Question

These are Hartree-Fock ionisation energies for ions of charge +14 from rubidium to xenon, next to the NIST values. I know that the ionisation energies of neutral atoms zigzag along a row, with dips at new subshells and after half-filled ones. Which rows here really break the pattern, how large are the breaks against a smooth trend, and what causes them? I also don't see why the calculation and NIST disagree by up to 9 eV in some rows and by almost nothing in others.

Fifth-period ions of charge +14, computed with the B-spline radial atomic code, version 1, using non-relativistic Hartree-Fock averaged over the configuration, with a point nucleus and at the radial basis limit. IE by ΔSCF is the difference between the self-consistent energies of the two ions, and ε is an orbital energy. NIST values run from ground level to ground level.

```
species   Z  electrons      configuration  ion's configuration  IE by ΔSCF (eV)  −ε of the shell that loses the electron (eV)  −ε less IE by ΔSCF (eV)  NIST table (eV)  stated uncertainty (eV)
  Rb14+  37         23           [Ar] 3d5             [Ar] 3d4          498.809                                       501.347                    2.538              502                        3
  Sr14+  38         24           [Ar] 3d6             [Ar] 3d5          508.188                                       510.991                    2.803              499                        3
  Zr14+  40         26           [Ar] 3d8             [Ar] 3d7          526.813                                       530.150                    3.336              520                        3
  Nb14+  41         27           [Ar] 3d9             [Ar] 3d8          536.063                                       539.667                    3.604              530                        3
  Mo14+  42         28          [Ar] 3d10             [Ar] 3d9          545.270                                       549.143                    3.873              544                      0.5
  Tc14+  43         29      [Ar] 3d10 4s1            [Ar] 3d10          330.777                                       330.899                    0.122           338.55                     0.17
  Ru14+  44         30      [Ar] 3d10 4s2        [Ar] 3d10 4s1          341.073                                       341.272                    0.199              348                        3
  Rh14+  45         31  [Ar] 3d10 4s2 4p1        [Ar] 3d10 4s2          324.954                                       325.190                    0.236           331.58                     0.14
  Pd14+  46         32  [Ar] 3d10 4s2 4p2    [Ar] 3d10 4s2 4p1          335.605                                       335.924                    0.319              342                        3
  Ag14+  47         33  [Ar] 3d10 4s2 4p3    [Ar] 3d10 4s2 4p2          346.340                                       346.742                    0.401              347                        3
  Cd14+  48         34  [Ar] 3d10 4s2 4p4    [Ar] 3d10 4s2 4p3          357.158                                       357.641                    0.484              358                        3
  In14+  49         35  [Ar] 3d10 4s2 4p5    [Ar] 3d10 4s2 4p4          368.058                                       368.624                    0.565              368                        3
  Sn14+  50         36  [Ar] 3d10 4s2 4p6    [Ar] 3d10 4s2 4p5          379.041                                       379.684                    0.642              379                        3
  Sb14+  51         37           [Kr] 4d1    [Ar] 3d10 4s2 4p6          318.149                                       318.802                    0.652              317                        3
  Te14+  52         38           [Kr] 4d2             [Kr] 4d1          326.481                                       327.247                    0.766              328                        3
   I14+  53         39           [Kr] 4d3             [Kr] 4d2          334.807                                       335.687                    0.880              335                        3
  Xe14+  54         40           [Kr] 4d4             [Kr] 4d3          343.129                                       344.122                    0.993              343                        3
```

Answer

The table holds two kinds of break. The computed column jumps only where the electron comes from a new subshell. The NIST column has these jumps and further ones inside the 3d and 4p subshells, which this calculation cannot produce: Rb→Sr, Pd→Ag and a step of similar size from Nb to Mo, where the 3d shell closes. The pairs Mo/Tc, Rb/Sr and Pd/Ag show how each arises.

IE by ΔSCF is the energy of the 15+ ion less that of the 14+ ion, each made self-consistent. The column −ε is the orbital energy of the shell ionised with its sign reversed, which is the ionisation energy if the other orbitals stay frozen (Koopmans). Their difference I call the gap.

The baseline comes from the averaging. For q electrons in a subshell the average over all states of the configuration is

E(q) = qI + q(q − 1)U/2

where I is the energy of one electron in the field of nucleus and closed shells and U is the mean repulsion of a pair. Removing one electron with frozen orbitals costs

−ε = −I − (q − 1)U.

Nothing here knows about spin pairing or about j, so no value of q is special. Each row adds one proton, which deepens I, and one electron, which adds one U. The same runs give the 15+ ions and so separate the two moves. From Nb14+ to Mo15+, both 3d9, the proton raises IE by 62.2 eV; the tenth electron takes back 53.0 eV, leaving 9.2 eV. The modest slope is the difference of two large and slowly varying terms.

Least-squares lines of IE against Z, one per subshell, have slopes of 9.29 eV (3d), 10.82 eV (4p) and 8.33 eV (4d) per unit of Z; Sr to Zr counts as two units. The worst miss is 0.14 eV, at the ends of the 4p run. That is far above the rounding of the table, but it is a smooth bow: a quadratic leaves at most 0.001 eV in any of the three. No computed row inside these subshells is irregular. The 4s pair defines its own line and tests nothing.

The configurations are the ground configurations listed by NIST and need not be the lowest in this calculation, so the positions of the shell steps are taken over and not predicted. A shell step is sized as the actual change less the rise of the step before. From Mo to Tc the change is −214.5 eV after a rise of 9.2 eV, a break of −223.7 eV. Ru to Rh (4s to 4p) breaks by −26.4 eV and Sn to Sb (4p to 4d) by −71.9 eV. The first is mostly the change of principal quantum number n. Write

IE = 13.6 eV × Zeff²/n²

which defines an effective charge Zeff. Carry the 3d trend to Tc, 545.3 + 9.2 = 554.5 eV, keep Zeff and change n from 3 to 4: 554.5 × 9/16 = 311.9 eV. The computed value is 330.8 eV, so the ratio is 0.597 where the hydrogenic one is 0.5625. The extra 18.9 eV is penetration: a 4s electron has inner lobes inside the closed shells and is screened less than its n suggests. The two smaller steps keep n = 4 and are mainly penetration, since a higher angular momentum l keeps the electron out of the region near the nucleus. Pair terms modify them: with the Pd15+ integrals a 4p electron repels each 4s electron by F⁰ − G¹/6 = 24.79 eV on average, against 28.39 eV for a 4s pair, which makes the break at Rh about 7 eV smaller than penetration alone would. Zeff drops from 20.03 to 19.55 at Rh and from 21.11 to 19.34 at Sb. Zeff only restates IE, so penetration is the standard reading of these drops and not a separate result of the table.

The gap breaks in one place. It is positive in every row, as it must be: the frozen orbitals are a trial function for the ion, and letting them relax can only lower its energy. Correlation is absent at both ends, so the gap is orbital relaxation. It climbs to 3.873 eV at Mo and collapses to 0.122 eV at Tc, whereas at Rh and Sb it keeps rising, by 0.037 and 0.010 eV. A scaling argument explains this. Shrink the subshell by a factor λ; the kinetic energy T per electron goes as λ², the attraction V and the repulsion U as λ. Before ionisation the energy is stationary at λ = 1:

2T − V + (q − 1)U/2 = 0.

With one electron gone, the slope of the energy is −(q − 1)U/2 and its curvature 2(q − 1)T. The gain is the slope squared over twice the curvature:

gap = (q − 1)U²/(16T).

It is linear in the number of companions, and since U grows as the effective charge and T as its square, it should not depend on Z. Fitted lines of the gap against q − 1 have slopes of 0.267 eV (3d), 0.0815 eV (4p) and 0.114 eV (4d), with misses below 0.003 eV. The independence of Z is shown by 14 pairs of a 15+ ion and the 14+ ion with the same electrons: their gaps differ by 0.003 eV on average and by about 0.01 eV at worst (Te15+ against Sb14+). The pairs are only one unit of Z apart, so this is a local test. Zr15+, a 3d7 ion not used in the fit but inside its range, has a gap of 3.074 eV where the line gives 1.469 + 6 × 0.267 = 3.071 eV; Rb15+, a 3d4 ion beyond the range, has 2.285 eV against 2.270 eV, a miss of 0.015 eV.

With U from the Slater integrals of the same runs and a hydrogenic T = n²⟨1/r⟩²/2, the formula gives 0.085 eV per electron for 4p, about 4 % above the fitted slope, and 0.199 eV for 3d, 25 % below it. One scale factor ignores the response of other subshells and the nodes of the orbital, so the closeness for 4p may be partly luck. The other subshells show up in the intercepts. In Nb14+ the 3s, 3p and 3d mean radii all lie between 0.41 and 0.45 bohr, so a 3d hole disturbs eight further electrons at its own radius, which is the natural reading of the 1.47 eV intercept. The lone 4s electron of Tc lies largely outside a stiff core, and little is left to relax. At Rh and Sb the companions with n = 4 are still there, so the gap survives the change of subshell.

The breaks that only NIST shows appear in the error, IE by ΔSCF less the NIST value. From Rb to Sr the calculation rises by 9.4 eV and NIST falls by 3 eV; the error goes from −3.19 to +9.19 eV, a jump of 12.4 eV. NIST runs between ground levels, and a ground level lies below the average of its configuration by an amount that depends sharply on q. The correction to IE is this lowering for the parent less that for the ion. For the Hund ground terms the standard formulae give, in the Slater integrals F² and F⁴ of the 3d shell,

d5 (⁶S): −(25/63)(F² + F⁴)
d4 and d6 (⁵D): −(15/63)(F² + F⁴).

Rb14+ goes from d5 to d4 and loses exchange stabilisation, so its correction is +(10/63)(F² + F⁴). Sr14+ goes from d6 to d5 and gains it, so the sign reverses. The run for Nb14+ gives F² + F⁴ = 29.88 + 19.06 = 48.94 eV, and 10/63 of that is 7.77 eV. The integrals are a little smaller in Rb. I scale them by the spacing between successive ionisation energies of the element, which measures the pair repulsion: 548.15 − 498.81 = 49.3 eV for Rb against 588.36 − 536.06 = 52.3 eV for Nb, a factor of 0.944. This gives +7.33 eV for Rb and, in the same way, −7.44 eV for Sr. Nothing is fitted to NIST. The predicted break is 14.8 eV against 12.4 eV seen.

Spin-orbit coupling trims it. The ⁶S term has no first-order splitting, while both ⁵D terms are pushed down, which shrinks both corrections. Diagonalising repulsion and spin-orbit coupling together within each configuration, with the spin-orbit constant ζ carried along Z by a power law through the Nb14+ and Pd15+ values, gives +6.04 and −6.58 eV and leaves 0.2 eV of the jump. That is closer than the inputs deserve: both NIST entries are theory with a stated 3 eV, and Hartree-Fock Slater integrals tend to run large. Over the five 3d rows the standard deviation of the error falls from 4.4 to 1.0 eV with terms alone and is 1.1 eV with spin-orbit coupling added, so the scatter credits the terms and cannot judge the coupling. Mo is the cleanest case. It goes from closed 3d10 to 3d9, has no term correction, and its semi-empirical value is good to 0.5 eV; the ion's lower level lies ζ below the average, which moves the error from +1.27 to −0.13 eV. This closeness does not test the coupling: scalar relativity, which normally weakens 3d binding, and correlation, which normally strengthens it, are missing here too, so the small remainder is probably a cancellation. The other four 3d rows keep errors of +1.57 to +2.85 eV. The drop in the raw error from +6.06 eV at Nb to +1.27 eV at Mo is mostly the term correction of −3.71 eV for Nb, whose 3d8 ion has a term below its average while the 3d9 ion of Mo has none; the two NIST values are also of different kinds.

In 4p the same exchange counting points to the wrong place. It would put the break after the half-filled shell, with corrections of +3.64 eV for Ag (4p3) and −3.74 eV for Cd (4p4). The error instead jumps one row earlier, from −6.39 eV at Pd to −0.66 eV at Ag, and terms alone worsen the scatter of the six rows from 2.9 to 3.2 eV. Spin-orbit coupling is strong here because 4p reaches close to the nucleus: ζ is 32262 cm⁻¹, about 4 eV, in Pd15+. The runs warn that this ζ is a bare central-field value without two-electron terms and misses measured fine structure by tens of per cent, so the spin-orbit shifts used here and in 3d may be off by a similar fraction. It splits the shell into 4p1/2, lying ζ below the average and holding two electrons, and 4p3/2, lying ζ/2 above. In the limit where this dominates, the first two electrons gain ζ, the next four lose ζ/2, and the break is 3ζ/2, about 6 eV, after 4p2. The joint diagonalisation, with F² and ζ from power laws through Pd15+ and Sb15+, gives +3.91 eV for Pd and −0.87 eV for Ag. It removes all but 1.0 eV of the 5.7 eV jump and cuts the scatter to 0.7 eV. Two values uncertain by 3 eV each make a 5.7 eV jump only suggestive, but the 15+ runs repeat it at the same electron count: Ag15+ (4p2) errs by −8.3 eV and Cd15+ (4p3) by −0.9 eV, though these two NIST values also carry 3 eV.

After correction all six 4p errors are negative, between −1.5 and −3.6 eV, and Rh, whose NIST value has a stated uncertainty of 0.14 eV, keeps −3.0 eV, with the correction itself now the less certain part. Scalar relativistic binding and correlation are both absent from the calculation and both normally raise such an ionisation energy. The runs do list first-order mass-velocity and Darwin terms for both ions, and for Rh their change amounts to a net binding, so the scalar relativistic part can be estimated separately. The difference between that part and the 3.0 eV does not measure correlation alone, because it also carries the error of the level correction. It follows that the agreement of Ag to Sn with NIST, within 1 eV, is probably a cancellation between this offset and the level correction. Sn has a raw error of +0.04 eV and a correction of −2.93 eV. The 4d rows, which I left uncorrected, lie within their 3 eV, and after the 4p lesson that says little about the size of the omitted effects.

Tc and Ru have no level structure to blame, yet they are 7.8 and 6.9 eV too low, and the Tc value is good to 0.17 eV. An s electron has density at the nucleus and feels relativity most. The first-order Darwin term of the runs changes by 10.1 eV between Tc14+ and Tc15+. For a hydrogenic s orbital the mass-velocity term outweighs it, and the net binding is the Darwin term times 1 − 3/(4n), here 13/16, or roughly 8 eV. The hydrogenic ratio need not hold for a screened orbital, and here it overstates the effect: the runs also list the mass-velocity term, and its change taken together with that of the Darwin term gives Tc a net first-order binding smaller than its deficit of 7.8 eV. Scalar relativity to first order therefore covers only part of the Tc deficit. The remainder is left to correlation and to relativistic effects beyond first order, which these terms cannot tell apart. For Ru the missing 6.9 eV is itself uncertain by the 3 eV of the NIST value, so that row cannot settle the division. The deficit also distorts the shell steps. NIST falls by 205.4 eV from Mo to Tc, 9 eV less than computed, while its fall of 16.4 eV from Ru to Rh matches the computed 16.1 eV only because both rows are low by a similar amount.

For a neighbouring charge state, count electrons and not protons: the 15+ runs put the shell steps and the gap at the same configurations, one element later. A configuration average will stay smooth inside each subshell. Ground levels will break where the larger of two splittings dictates: at half filling if exchange wins, as in 3d where ζ is near 1 eV and the term corrections near 7 eV, and at the filling of the lower j subshell if spin-orbit coupling is comparable or larger, as in 4p. Since ζ rises along these rows roughly as the fifth power of Z and the Slater integrals far more slowly, heavier ions lean towards the second pattern.
